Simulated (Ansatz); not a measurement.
# Ligand exchange: H2 + BH2I → HI + BH3

Species: H2 (hydrogen), singlet; BH2I `BI`, singlet; HI (hydrogen iodide), singlet; BH3 (borane) `B`, singlet. The partners trade H for I: H–H and B–I bonds give way to H–I and B–H.

Shapes, held fixed at every level: PBE0-D4/def2-TZVP. Programs: Ansatz 0.2.0. The zero-point and thermal change to 298 K, harmonic and unscaled (PBE0-D4/def2-TZVP), is +2.8 kJ/mol.

```csv
level,kind,ΔH(298 K) (kJ/mol),less CCSD(T)/def2-TZVPP
HF/def2-TZVPP,Hartree–Fock,+35.0,-26.4
SPW92/def2-TZVPP,LDA,+73.6,+12.2
PBE-D4/def2-TZVPP,GGA,+72.6,+11.2
B3LYP-D4/def2-TZVPP,global hybrid,+59.4,-2.0
B2PLYP/def2-TZVPP,double hybrid,+59.6,-1.8
MP2/def2-SVP,perturbation theory,+62.0,+0.6
CCSD/def2-TZVPP,coupled cluster or CI,+54.7,-6.7
CCSD(T)/def2-TZVPP,coupled cluster or CI,+61.4,0.0
```

The highest level, CCSD(T)/def2-TZVPP, gives ΔH(298 K) = +61.4 kJ/mol; the levels span +35.0 to +73.6. The column of differences is taken from that level and isn't an error. No measured value is set beside it here. For atoms past krypton def2 sets carry core potentials with scalar relativity. Outer-core shells of I are correlated in most correlated rows, in sets that cover them unevenly.

Every level makes the exchange endothermic, so enthalpy favours iodine on boron and hydrogen paired with hydrogen. The bonds themselves account for this: the compact 1s orbitals of H2 overlap strongly, whereas hydrogen overlaps less well with the diffuse 5p orbital of iodine, and H–I gains little from polarity. In BH2I, an iodine lone pair can also donate into the empty boron p orbital. This π contribution is lost in BH3 and probably adds to the cost, though the reaction enthalpy alone can't separate it from the σ-bond terms.

Electron correlation changes the size of the preference but not its direction. Hartree–Fock gives only +35.0 kJ/mol, against +54.7 with CCSD and +61.4 once perturbative triples are included, which suggests that correlation stabilises the H2 and BH2I side more, perhaps through the iodine–boron interaction. LDA and the GGA overshoot the coupled-cluster result, while both hybrids fall close to it. The closeness of MP2 doesn't establish its accuracy, since its smaller basis leaves room for errors to cancel.
